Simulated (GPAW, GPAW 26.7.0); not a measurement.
# Pb 4f binding energy of lead metal with GPAW: notes against a deadline

*Notes of a novice, printed with their mistakes. Don't take the settings or the reasoning as a model; a review follows at the end.*

## Reference data

The number to reproduce is the binding energy of the 4f electrons in lead metal, measured by photoemission and counted from the Fermi level. It comes from a handbook table: "Electron binding energies" (2001, X-Ray Data Booklet, Lawrence Berkeley National Laboratory, Table 1-1; from Fuggle and Martensson, J. Electron Spectrosc. Relat. Phenom. 21, 275 (1980)). The table quotes earlier work, so it is second-hand. The printed value is 136.9 eV for the $4f_{7/2}$ line. The 4f level is split in two, and my calculation gives a single number for both, so the printed value has been moved up by 2.06 eV to the weighted centre of the pair. That makes 138.96 eV the value to compare with. Temperature and sample details are not given with the value.

| compared with | measured | source's wording or label | method |
| --- | --- | --- | --- |
| Pb 4f (eV) | 138.96 | formed from the printed 136.9 eV (Pb 4f7/2 of the metal against the Fermi level) | photoemission, handbook table |

Conditions are those given with the value in the passage it was taken from; "not stated" means there, and the paper may say more elsewhere. The values are a selection: others may have been left out beforehand as unlike or outlying.

## Method

I need a 4f binding energy for lead out of GPAW, and I need it soon. The recipe is two total energies, one for the normal crystal and one with a 4f electron taken out of one atom and left in the cell, and the difference is the binding energy. The crystal is the measured fcc cell, which I take as it is.

My target is 1 eV. That is under one per cent of the number, which sounds good enough for a report. I will start with whatever runs fastest and stop when the number is inside the target.

System: Pb (Lead); space group Fm-3m, 1 atom in the base cell, measured (COD) cell.

On the selection of runs and values: Besides any runs that a report passes over, these were set aside when the results were gathered: 1 cell relaxed under the stress of an incomplete basis.

## 1. Smallest cell, one k-point

The tutorial I have open does a core level of a molecule, and it uses the Gamma point only. I am copying that for lead with PBE and one atom in the cell, since fcc lead needs only one atom anyway. It should be quick, and I expect to land within a few eV of the handbook.

**Run 1.** GPAW 26.7.0: PBE, Gamma point alone; 1-atom cell, holes 3.5 A apart; electron kept in the cell (mesh 1x1x1, cutoff 420 eV, 1 atoms).

Key lines of the input:
```
atoms = Atoms(['Pb'],
              cell=[[0.0, 2.47525, 2.47525], [2.47525, 0.0, 2.47525], [2.47525, 2.47525, 0.0]],
              scaled_positions=[[0.0, 0.0, 0.0]],
              pbc=(True, True, True))
params = dict(mode=PW(420),
              xc='PBE',
              kpts={'size': (1, 1, 1), 'gamma': True},
              occupations=FermiDirac(0.08),
              nbands=-8,
              maxiter=200,
              txt='gs.txt')
hole.calc = GPAW(**{**params, 'charge': -1, 'txt': f'hole{i}.txt', 'setups': {**params.get('setups', {}), i: 'hole' + params.get('setups', {}).get(atoms[i].symbol, '')}})
out['levels'][i] = hole.get_potential_energy(force_consistent=True) + hole.calc.get_reference_energy() - e0
```

Command:
```
gpaw-setup -f PBE Pb > setup.log
gpaw-setup -f PBE --core-hole=4f,1.0 --name=hole Pb > setup.log
OMP_NUM_THREADS=1 mpirun -n 4 gpaw python run.py > run.log
```

Selected lines of the output:
```
Converged in 8 steps
Free energy:       7.061306
Fermi level: 14.998
Gap: 18.890 eV
[energy with the hole less without, eV] Pb 1 4f: 143.889
```

Converged; 6.1 s on 4 cores of Intel Xeon Platinum 8375C at 2.90GHz (Ice Lake), shared host.

| quantity | run 1 | measured | deviation |
| --- | --- | --- | --- |
| Pb 4f (eV) | 143.89 | 138.96 | +4.93 |
| volume an atom (Å³) | 30.33 |  |  |

143.89 eV, which is 4.93 eV above the handbook and well outside my 1 eV. The run converged in 8 steps, so I take it that the calculation itself is fine. The log also reports a gap of 18.890 eV, which is odd for a metal, but I am after a core level and not a gap, so I leave it.

## 2. More k-points, lower cutoff

A forum answer says metals want many k-points, so I am going to a 12x12x12 mesh. That looks like a lot of work for the machine, so I am paying for it by cutting the plane-wave cutoff to 105 eV. The 4f electrons sit deep inside the atom and the plane waves are for the outer ones, so I don't expect the cutoff to matter much. I hope the number comes down by a few eV.

**Run 2.** GPAW 26.7.0: PBE, cutoff a quarter of the usual; 1-atom cell, holes 3.5 A apart; electron kept in the cell (mesh 12x12x12, cutoff 105 eV, 1 atoms).

Key lines of the input, as changed from run 1:
```diff
- params = dict(mode=PW(420),
+ params = dict(mode=PW(105),
  params = dict(mode=PW(105),
-               kpts={'size': (1, 1, 1), 'gamma': True},
+               kpts={'size': (12, 12, 12), 'gamma': True},
-               maxiter=200,
+               maxiter=60,
```

Selected lines of the output:
```
Converged in 8 steps
Free energy:      67.878716
[energy with the hole less without, eV] Pb 1 4f: 140.351
```

Converged; wall time 7.9 s.

| quantity | run 2 | measured | deviation |
| --- | --- | --- | --- |
| Pb 4f (eV) | 140.35 | 138.96 | +1.39 |
| volume an atom (Å³) | 30.33 |  |  |

140.35 eV, so the deviation has gone from 4.93 to 1.39 eV. The k-points did it, and the forum answer was right. The low cutoff has done no harm that I can see: it converged in 8 steps, the same as before. I am still 0.39 eV outside my target.

## 3. Wider smearing

The same forum thread says that metals need smearing, and that a larger width makes them behave better. My input has 0.08 eV, which looks small next to the 1 eV I am aiming for, so I am setting the Fermi-Dirac width to 1 eV. The 12x12x12 run took only seconds, so I can also put the cutoff back to 420 eV, which looks better in a report. I expect a small shift, and I need it to be downwards.

**Run 3.** GPAW 26.7.0: PBE, Fermi-Dirac width 1 eV; 1-atom cell, holes 3.5 A apart; electron kept in the cell (mesh 12x12x12, cutoff 420 eV, 1 atoms).

Key lines of the input, as changed from run 1:
```diff
  params = dict(mode=PW(420),
-               kpts={'size': (1, 1, 1), 'gamma': True},
-               occupations=FermiDirac(0.08),
+               kpts={'size': (12, 12, 12), 'gamma': True},
+               occupations=FermiDirac(1.0),
```

Selected lines of the output:
```
Converged in 8 steps
Free energy:      -4.657367
Extrapolated:     -3.744065
[energy with the hole less without, eV] Pb 1 4f: 138.181
```

Converged; 12 s on 4 cores of Arm Neoverse V1, shared host.

| quantity | run 3 | measured | deviation |
| --- | --- | --- | --- |
| Pb 4f (eV) | 138.18 | 138.96 | −0.78 |
| volume an atom (Å³) | 30.33 |  |  |

138.18 eV, which is 0.78 eV below the handbook and inside my 1 eV. The wider smearing brought the level down by 2.17 eV from the previous run. That is more than the small shift I expected, but it went the way I needed. The free energy and the extrapolated energy now differ by almost 1 eV. Both belong to the crystal without the hole, and I am reporting a difference, so I am not going to worry about that. The number is good enough for the report and I am stopping here.

## Comparison with experiment

| run | settings | Pb 4f (eV) | deviation | cost |
| --- | --- | --- | --- | --- |
| 1 | PBE, Gamma point alone, electron kept in the cell (mesh 1x1x1, cutoff 420 eV, 1 atoms) | 143.89 | +4.93 | under 1 core-min |
| 2 | PBE, cutoff a quarter of the usual, electron kept in the cell (mesh 12x12x12, cutoff 105 eV, 1 atoms) | 140.35 | +1.39 | under 1 core-min |
| 3 | PBE, Fermi-Dirac width 1 eV, electron kept in the cell (mesh 12x12x12, cutoff 420 eV, 1 atoms) | 138.18 | −0.78 | under 1 core-min |
|  | measured | 138.96 |  |  |

## Closing entry

The number going into the report is 138.18 eV for Pb 4f, against 138.96 eV from the handbook. That is 0.78 eV too low and inside the 1 eV I set myself. It comes from PBE with one atom in the cell, a 12x12x12 mesh, a cutoff of 420 eV and a smearing of 1 eV.

What I take from this is that a core level in a metal is mainly a matter of k-points and smearing. The k-points took off the first few eV and the wide smearing did the rest. The cutoff hardly matters, because the 4f electrons are deep inside the atom. One atom is enough for a simple metal like lead, and every run cost less than a core-minute, so I see no reason to pay for a bigger cell.

For the next metal on the list I will start directly with these settings, 1 eV smearing included. A follow-up of the odd gap in the first run is not shown in this report, and I don't think it needs one.

## Reviewer's comments

Further runs made for the review:

| reviewer's run | settings | Pb 4f (eV) | deviation | cost |
| --- | --- | --- | --- | --- |
| R1 | PBE, 1-atom cell, holes 3.5 A apart, electron kept in the cell (mesh 12x12x12, cutoff 420 eV, 1 atoms) | 138.37 | −0.59 | under 1 core-min |
| R2 | PBE, 4-atom cell, holes 5.0 A apart, electron kept in the cell (mesh 8x8x8, cutoff 420 eV, 4 atoms) | 138.25 | −0.71 | 2 core-min |
| R3 | PBE with two spins, 4-atom cell, holes 5.0 A apart, electron kept in the cell (mesh 8x8x8, cutoff 420 eV, 4 atoms) | 137.92 | −1.04 | 2.7 core-min |
|  | measured | 138.96 |  |  |

The notebook sets up the comparison properly: the printed line is moved to the centre of the doublet, and the binding energy is a difference of total energies with the electron kept in the cell. The plan is weaker. One eV is a small percentage of a deep level, but chemical shifts are often no larger, so the percentage says little about usefulness. Stopping at the first number inside the target also lets an error pass as success.

Run 1 copies a molecule's single k-point for a metal. Convergence in 8 steps shows only that the equations were solved for those settings. The gap of 18.890 eV was the warning, since lead has none, and it did concern the core level, which is counted from the Fermi level. With a 12x12x12 mesh and nothing else of substance changed, R1 gives 138.37 eV, so the single point cost 5.52 eV. R1 still takes under a core-minute.

Run 2 rightly adds k-points, but cuts the cutoff to pay for them, which was unnecessary. The 4f electrons are indeed deep in the atom, but the outer electrons respond to the hole, and plane waves must describe that response. Against R1, the low cutoff raises the level by 1.98 eV. The warning was a free energy some 61 eV above that of run 1, far more than a change of mesh could explain; the unchanged number of steps proved nothing.

Run 3 restores the cutoff and widens the smearing together, then credits the smearing with the whole fall of 2.17 eV. R1 shows that 1.98 eV came from the cutoff and only 0.19 eV from the smearing, which moved the result away from the measurement. Run 3 converged in 8 steps, the same count as runs 1 and 2, so the logs show no gain in convergence from the wide smearing. The difference of almost 1 eV between free and extrapolated energies was a warning: much of it cancels between the two cells, but that had to be checked by returning to 0.08 eV. Run 3 lies inside the target because it shares its mesh and cutoff with R1, which lies inside it too (R1 isolates the smearing and is no test of those two settings); the smearing error happened to be too small to spoil that, which is no support for a width of 1 eV.

The closing entry is therefore wrong to say that the cutoff hardly matters and that smearing did the rest. A check of the one-atom cell is not shown in the notebook, and it needed one, because the hole then repeats on every atom. Here it proves adequate for a rough value: four atoms (R2, on its own mesh) give 138.25 eV, 0.12 eV below R1, for 2 core-minutes. That doesn't establish it for the next metal, where the smearing of 1 eV shouldn't be carried over either.

I trust R3 most, because it puts the hole in one spin channel instead of pairing it artificially. It gives 137.92 eV, about 0.3 eV below its spin-paired counterpart R2 and 1.04 eV below the measurement, just outside the beginner's target. The closer values of the spin-paired runs thus owe part of their agreement to an error that raises the level. Convergence of R3 in cell size, mesh and cutoff is not shown in this report. Sound PBE simulation thus reproduces this level to about 1 eV, not to tenths. Handbook determinations can differ by a few tenths, which might explain part of the miss. Errors of that size are well known for semilocal functionals on deep levels of heavy atoms, and the scalar-relativistic core may contribute; these runs don't settle the shares.

[Logs are printed without paths, hosts, clocks, repeated set-up lines and the standing remarks that a program may print on its own settings, such as how far it seeks lower states.]

[The runs shown are a pick from a larger set of finished runs; failed, doubtful and other runs were left out of it ahead of writing. So were measured values far from every level or from commonly accepted values, and agreement can look better than it is. Lines of input and output are excerpts and may be shortened.]
